**Which partner holds FH most strongly?**

The table holds counterpoise-corrected interaction energies of FH with eight partners, from CCSD(T), Hartree–Fock, MP2 and three density functionals, at PBE0-D4 structures. The program fits nothing: it works out the order of the partners, the gaps between neighbours and the swaps at each level. It also finds how far the correlation part must be scaled before close pairs tie. One ion–dipole estimate, with a rough recalled dipole of FH, is made for chloride and gives only the order of magnitude. The output shows that the first three places and the last are the same at every level. SO₂ and H₂Te change places between CCSD(T) and both MP2 and the functionals.

Calculated values. Gas-phase, counterpoise-corrected interaction energies of FH pairs (negative binds), each at its most strongly bound PBE0-D4/def2-TZVP minimum, from Ansatz 0.2.0 with frozen cores and a def2 core potential on Te. HF and MP2 are extrapolated from def2-TZVPPD and def2-QZVPPD; the CCSD(T) correction and the functionals use def2-TZVPPD. The correlation part is CCSD(T) less HF.

## Script

```python
# Table: counterpoise interaction energies (kcal/mol) of FH with eight partners, Ansatz 0.2.0,
# CCSD(T) and MP2 basis-limit estimates, HF, three functionals, PBE0-D4/def2-TZVP structures.
# Tested: order of partners, its gaps at each level, what swaps it; one ion-dipole estimate.
T = {
    'partner': ['Cl-', 'H3N', 'CH2O', 'H2S', 'C2H4', 'O2S', 'H2Te', 'CH4'],
    'smiles': ['[Cl-].F', 'N.F', 'F.C=O', 'F.S', 'F.C=C', 'F.O=S=O', 'F.[TeH2]', 'F.C'],
    'ccsd_t': [-25.67, -13.42, -8.44, -5.1, -4.51, -4.34, -4.15, -1.65],  # kcal/mol
    'hf': [-22.69, -11.41, -7.28, -3.0, -2.62, -3.62, -1.85, -0.1],  # kcal/mol
    'corr': [-2.98, -2.01, -1.16, -2.1, -1.89, -0.72, -2.29, -1.55],  # kcal/mol
    'mp2': [-0.4, -0.21, 0.04, -0.19, -0.28, 0.23, -0.16, 0.03],  # kcal/mol
    'err_wb97x_v': [-0.67, -0.64, -0.41, -0.52, -0.54, -0.19, -0.5, -0.07],  # kcal/mol
    'err_r2scan_d4': [-1.81, -1.48, -0.81, -1.1, -1.05, -0.31, -0.98, -0.5],  # kcal/mol
    'err_b3lyp_d4': [-0.78, -0.93, -0.44, -0.83, -0.48, -0.42, -0.92, 0.13],  # kcal/mol
    'deform': [2.44, 1.09, 0.18, 0.19, 0.05, 0.17, 0.15, 0.08],  # kcal/mol
}
import numpy as np
from itertools import combinations
from scipy import constants as C
p = T['partner']; A = lambda k: np.array(T[k], float); ix = p.index
cc, hf, co, de = A('ccsd_t'), A('hf'), A('corr'), A('deform')
ev = C.e*C.N_A/4184
E = {'CCSD(T)': cc, '+deform': cc+de, 'HF': hf, 'MP2': cc+A('mp2'), 'wB97X-V': cc+A('err_wb97x_v'),
     'r2SCAN-D4': cc+A('err_r2scan_d4'), 'B3LYP-D4': cc+A('err_b3lyp_d4')}
print(f"kcal/mol; rounding: gaps +-0.01 (summed levels +-0.02); RT at 298 K = {C.R*298.15/4184:.2f}")
print("partner CCSD(T) HF corr corr-share +deform MP2 wB97X-V r2SCAN-D4 B3LYP-D4")
for i, n in enumerate(p):
    print(f"{n:5s} {cc[i]:6.2f} {hf[i]:6.2f} {co[i]:5.2f} {100*co[i]/cc[i]:3.0f}% " + " ".join(f"{E[k][i]:6.2f}" for k in E if k not in ('CCSD(T)', 'HF')))
print(f"span HF {np.ptp(hf):.2f}, corr {np.ptp(co):.2f}, ratio {np.ptp(hf)/np.ptp(co):.1f}; H2S-H2Te {cc[6]-cc[3]:.2f}, C2H4-H2Te {cc[6]-cc[4]:.2f}")
print("neighbour gap (+ keeps order): " + " ".join(E))
for i in range(len(p)-1):
    print(f"{p[i]}>{p[i+1]}: " + " ".join(f"{v[i+1]-v[i]:+.2f}" for v in E.values()))
sw = {k: [f"{p[j]} over {p[i]}" for i, j in combinations(range(len(p)), 2) if v[j] < v[i]] for k, v in E.items()}
print("with deformation: swaps of 28 pairs:", len(sw['+deform']))
for k in list(E)[2:]:
    d = E[k]-cc; r = 100*d/cc; a = np.argmax(abs(d)); b = np.argmax(abs(r))
    print(f"{k}: mean err {d.mean():+.2f}, worst {p[a]} {d[a]:+.2f} ({abs(r[a]):.0f}%), worst rel {p[b]} {abs(r[b]):.0f}%; swaps: {', '.join(sw[k])}")
for a, b in [('H2S', 'O2S'), ('C2H4', 'O2S'), ('O2S', 'H2Te')]:
    i, j = ix(a), ix(b)
    print(f"{a}/{b}: HF diff {hf[i]-hf[j]:+.2f}, corr diff {co[i]-co[j]:+.2f}, tie when corr scaled by {-(hf[i]-hf[j])/(co[i]-co[j]):.2f}")
g = cc[ix('H2Te')]-cc[ix('O2S')]
print(f"O2S/H2Te gap {g:.2f} = {100*g/-co[ix('H2Te')]:.0f}% of H2Te corr, {100*g/-co[ix('O2S')]:.0f}% of O2S corr")
# Typed from further outputs of the same runs: F, H, acceptor point (A), optional H on acceptor
G = {'Cl-': [(.11, .03, 1.27), (.03, .01, .29), (-.14, -.03, -1.57)],
     'H3N': [(.03, -.18, 2.08), (.01, -.10, 1.12), (-.01, .05, -.53)],
     'H2S': [(.63, .18, -2.03), (.16, .07, -1.23), (-.79, -.17, .77), (.18, -.99, 1.21), (-.18, .91, 1.27)],
     'C2H4': [(1.05, -.54, -2.08), (.64, -.33, -1.26), ((-.81+.25)/2, (.38-.09)/2, (.23+.88)/2)],
     'O2S': [(.06, -.22, -2.42), (.14, .18, -1.58), (.16, .55, .22)],
     'H2Te': [(-.35, .45, -2.30), (-.09, .39, -1.41), (.66, .27, 1.05), (-.90, .27, 1.61), (.68, -1.38, 1.05)]}
N = np.linalg.norm
ang = lambda u, v: np.degrees(np.arccos(u@v/N(u)/N(v)))
print("geometry (A, +-0.01; X = Cl, N, S, C=C midpoint, O, Te)")
for n, x in G.items():
    F, H, X = map(np.array, x[:3])
    s = "".join(f", H...X-H {ang(H-X, np.array(h)-X):.0f} deg" for h in x[3:])
    print(f"{n}: F-H {N(F-H):.2f}, H...X {N(H-X):.2f}, F-H...X {ang(F-H, X-H):.0f} deg{s}")
# Same runs: energy (eV) of FH at its pair geometry in the pair basis
q = {'CH2O': .00572, 'H2S': .01999, 'H2Te': .02407, 'C2H4': .02741, 'O2S': .03508, 'CH4': .04531}  # HF/QZ, -2723-
c = {'CH2O': .8719, 'H2S': .87851, 'C2H4': .8832, 'CH4': .88824}  # CCSD(T) limit, -2731-
print("FH fragment HF/QZ energy above CH4 row: " + ", ".join(f"{n} {(q['CH4']-v)*ev:.2f}" for n, v in q.items() if n != 'CH4'))
print("FH fragment CCSD(T) above CH4 row vs whole deformation: " + ", ".join(f"{n} {(c['CH4']-v)*ev:.2f} vs {de[ix(n)]:.2f}" for n, v in c.items() if n != 'CH4'))
# Same runs: total MP2 correlation of the pair (eV), QZ and extrapolated
m = {'H2S': (-3.174101-10.69126, -3.276961-11.38275), 'O2S': (-7.02422-20.41034, -7.251629-21.6859),
     'H2Te': (-8.082995-17.51701, -9.314842-19.96858)}
print("pair MP2 correlation QZ -> limit, eV: " + ", ".join(f"{n} {a:.1f} -> {b:.1f} (step {b-a:.2f})" for n, (a, b) in m.items()))
st = abs(m['H2Te'][1]-m['H2Te'][0])*ev
print(f"H2Te step {st:.0f} kcal/mol; O2S/H2Te gap is {100*g/st:.1f}% of it")
mu = 1.8*1e-21/C.c  # rough recalled dipole of FH, 1.8 D
F, H, X = map(np.array, G['Cl-'])
ion = lambda R: -C.e*mu/(4*np.pi*C.epsilon_0*(R*1e-10)**2)*C.N_A/4184
R1, R2 = N((F+H)/2-X), N(F-X)
print(f"Cl- ion-dipole (1.8 D rough): {ion(R1):.0f} at bond midpoint {R1:.2f} A, {ion(R2):.0f} at F {R2:.2f} A; HF level {hf[0]:.2f}")
D = {'CH2O': 2.3, 'O2S': 1.6, 'H3N': 1.5, 'H2S': 1.0, 'C2H4': 0.0, 'CH4': 0.0}  # rough recalled dipoles, D
print("rough dipole D / HF energy: " + ", ".join(f"{n} {v:.1f}/{hf[ix(n)]:.2f}" for n, v in D.items()))
assert np.all(np.diff(cc) > 0) and not sw['+deform']
assert all(list(np.argsort(v)[:3]) == [0, 1, 2] and np.argmax(v) == 7 for v in E.values())
assert all('H2Te over O2S' in sw[k] for k in list(E)[3:])
assert np.all(co < 0) and np.ptp(hf) > 5*np.ptp(co)
```

Running it gives:

```
kcal/mol; rounding: gaps +-0.01 (summed levels +-0.02); RT at 298 K = 0.59
partner CCSD(T) HF corr corr-share +deform MP2 wB97X-V r2SCAN-D4 B3LYP-D4
Cl-   -25.67 -22.69 -2.98  12% -23.23 -26.07 -26.34 -27.48 -26.45
H3N   -13.42 -11.41 -2.01  15% -12.33 -13.63 -14.06 -14.90 -14.35
CH2O   -8.44  -7.28 -1.16  14%  -8.26  -8.40  -8.85  -9.25  -8.88
H2S    -5.10  -3.00 -2.10  41%  -4.91  -5.29  -5.62  -6.20  -5.93
C2H4   -4.51  -2.62 -1.89  42%  -4.46  -4.79  -5.05  -5.56  -4.99
O2S    -4.34  -3.62 -0.72  17%  -4.17  -4.11  -4.53  -4.65  -4.76
H2Te   -4.15  -1.85 -2.29  55%  -4.00  -4.31  -4.65  -5.13  -5.07
CH4    -1.65  -0.10 -1.55  94%  -1.57  -1.62  -1.72  -2.15  -1.52
span HF 22.59, corr 2.26, ratio 10.0; H2S-H2Te 0.95, C2H4-H2Te 0.36
neighbour gap (+ keeps order): CCSD(T) +deform HF MP2 wB97X-V r2SCAN-D4 B3LYP-D4
Cl->H3N: +12.25 +10.90 +11.28 +12.44 +12.28 +12.58 +12.10
H3N>CH2O: +4.98 +4.07 +4.13 +5.23 +5.21 +5.65 +5.47
CH2O>H2S: +3.34 +3.35 +4.28 +3.11 +3.23 +3.05 +2.95
H2S>C2H4: +0.59 +0.45 +0.38 +0.50 +0.57 +0.64 +0.94
C2H4>O2S: +0.17 +0.29 -1.00 +0.68 +0.52 +0.91 +0.23
O2S>H2Te: +0.19 +0.17 +1.77 -0.20 -0.12 -0.48 -0.31
H2Te>CH4: +2.50 +2.43 +1.75 +2.69 +2.93 +2.98 +3.55
with deformation: swaps of 28 pairs: 0
HF: mean err +1.84, worst Cl- +2.98 (12%), worst rel CH4 94%; swaps: O2S over H2S, O2S over C2H4
MP2: mean err -0.12, worst Cl- -0.40 (2%), worst rel C2H4 6%; swaps: H2Te over O2S
wB97X-V: mean err -0.44, worst Cl- -0.67 (3%), worst rel H2Te 12%; swaps: H2Te over O2S
r2SCAN-D4: mean err -1.00, worst Cl- -1.81 (7%), worst rel CH4 30%; swaps: H2Te over O2S
B3LYP-D4: mean err -0.58, worst H3N -0.93 (7%), worst rel H2Te 22%; swaps: H2Te over C2H4, H2Te over O2S
H2S/O2S: HF diff +0.62, corr diff -1.38, tie when corr scaled by 0.45
C2H4/O2S: HF diff +1.00, corr diff -1.17, tie when corr scaled by 0.85
O2S/H2Te: HF diff -1.77, corr diff +1.57, tie when corr scaled by 1.13
O2S/H2Te gap 0.19 = 8% of H2Te corr, 26% of O2S corr
geometry (A, +-0.01; X = Cl, N, S, C=C midpoint, O, Te)
Cl-: F-H 0.98, H...X 1.87, F-H...X 179 deg
H3N: F-H 0.96, H...X 1.66, F-H...X 179 deg
H2S: F-H 0.93, H...X 2.23, F-H...X 175 deg, H...X-H 93 deg, H...X-H 93 deg
C2H4: F-H 0.94, H...X 2.09, F-H...X 180 deg
O2S: F-H 0.93, H...X 1.84, F-H...X 166 deg
H2Te: F-H 0.93, H...X 2.57, F-H...X 179 deg, H...X-H 93 deg, H...X-H 93 deg
FH fragment HF/QZ energy above CH4 row: CH2O 0.91, H2S 0.58, H2Te 0.49, C2H4 0.41, O2S 0.24
FH fragment CCSD(T) above CH4 row vs whole deformation: CH2O 0.38 vs 0.18, H2S 0.22 vs 0.19, C2H4 0.12 vs 0.05
pair MP2 correlation QZ -> limit, eV: H2S -13.9 -> -14.7 (step -0.79), O2S -27.4 -> -28.9 (step -1.50), H2Te -25.6 -> -29.3 (step -3.68)
H2Te step 85 kcal/mol; O2S/H2Te gap is 0.2% of it
Cl- ion-dipole (1.8 D rough): -22 at bond midpoint 2.36 A, -15 at F 2.85 A; HF level -22.69
rough dipole D / HF energy: CH2O 2.3/-7.28, O2S 1.6/-3.62, H3N 1.5/-11.41, H2S 1.0/-3.00, C2H4 0.0/-2.62, CH4 0.0/-0.10
```
